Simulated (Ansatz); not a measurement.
Sb: pressure and energy less free atoms against volume per atom

Periodic Kohn-Sham DFT of a crystal at fixed atoms; pressure and stress are positive in compression; the energy is the free energy less that of spherical unpolarised free atoms; site moments are those in the method's own spheres, positive along +z. The results are calculated, by Ansatz 0.2.0.

Cell of the first row (space group P6_3/mmc, No. 194):
```
Sb
1.0
      3.3002     0.0000     0.0000
     -1.6501     2.8581     0.0000
      0.0000     0.0000     5.2212
Sb
2
Direct
  0.33333 0.66667 0.25000
  0.66667 0.33333 0.75000
```

Settings of every row: method all-electron LAPW; functional LDA; relativity scalar; k mesh 12x12x7; filling fermi-dirac; smearing width 0.03 eV; basis error target 0.5 meV/atom; nucleus gaussian.

Atom start moment: 0 on all atoms.

Limits: no spin-orbit coupling on heavy atoms.

| row | volume per atom (Å³) | pressure (GPa) | energy less free atoms (eV/atom) |
| --- | --- | --- | --- |
| 1 | 24.624 | 3.327 | -4.5555 |
| 2 | 25.148 | 1.618 | -4.5635 |
| 3 | 25.672 | 0.064 | -4.5662 |
| 4 | 25.934 | -0.657 | -4.5657 |
| 5 | 26.196 | -1.341 | -4.5641 |
| 6 | 26.458 | -1.99 | -4.5614 |
| 7 | 26.72 | ? | ? |
| 8 | 27.244 | -3.735 | -4.5472 |
| 9 | 27.767 | -4.746 | -4.5333 |

Question: what pressure and energy less free atoms should row 7 give?

Worked fit of pressure. Take u = (V_r/V)^(2/3) − 1 with V_r = 26.065 Å³ an atom, which is twice the finite (Eulerian) strain; such expansions in the strain, on which the Birch-Murnaghan equation of state is built, carry the rest volume and the bulk modulus. The shown rows have u = 0.03864, 0.02416, 0.01018, 0.00336, -0.00334, -0.00993, -0.02906, -0.04129. Least squares give pressure = −1.0024 + 102.06 × u + 267.37 × u² − 221 × u³ GPa; a parabola predicts inner rows, each left out in turn, worse (root mean square 0.0037 against 0.0022 GPa). The rows lie off it by -0.001, 0.002, 0.000, -0.001, -0.001, -0.001, 0.002, -0.001. The pressure vanishes at u = 0.0096, or V = 25.69 Å³ an atom, and there the bulk modulus at fixed shape and fractions is B = −V dP/dV = (2/3)(1 + u) dP/du = 72.1 GPa. Letting shape and atoms relax would as a rule lower it, by much in layered, chain or molecular crystals. The withheld row has u = -0.01641, so the fit gives −1.0024 + 102.06 × (-0.01641) + 267.37 × (-0.01641)² − 221 × (-0.01641)³ = -2.604 GPa.

The calculation gave -2.604 GPa. The fit meets it to the printed digit.

Worked fit of energy less free atoms. Take u = (V_r/V)^(2/3) − 1 with V_r = 26.065 Å³ an atom, which is twice the finite (Eulerian) strain; such expansions in the strain, on which the Birch-Murnaghan equation of state is built, carry the rest volume and the bulk modulus. The shown rows have u = 0.03864, 0.02416, 0.01018, 0.00336, -0.00334, -0.00993, -0.02906, -0.04129. Least squares give energy less free atoms = −4.56504 − 0.2439 × u + 12.713 × u² eV/atom; a straight line predicts inner rows, each left out in turn, worse (root mean square 0.0067 against 2.6e-05 eV/atom). All shown rows lie on it to the printed digit. Its lowest point lies at u = 0.0096, or V = 25.69 Å³ an atom, and the curvature there gives the bulk modulus at fixed shape and fractions, B = (4/9)(1 + u)² E″(u)/V = 71.8 GPa. Letting shape and atoms relax would as a rule lower it, by much in layered, chain or molecular crystals. The withheld row has u = -0.01641, so the fit gives −4.56504 − 0.2439 × (-0.01641) + 12.713 × (-0.01641)² = -4.5576 eV/atom.

The calculation gave -4.5576 eV/atom. The fit meets it to the printed digit.
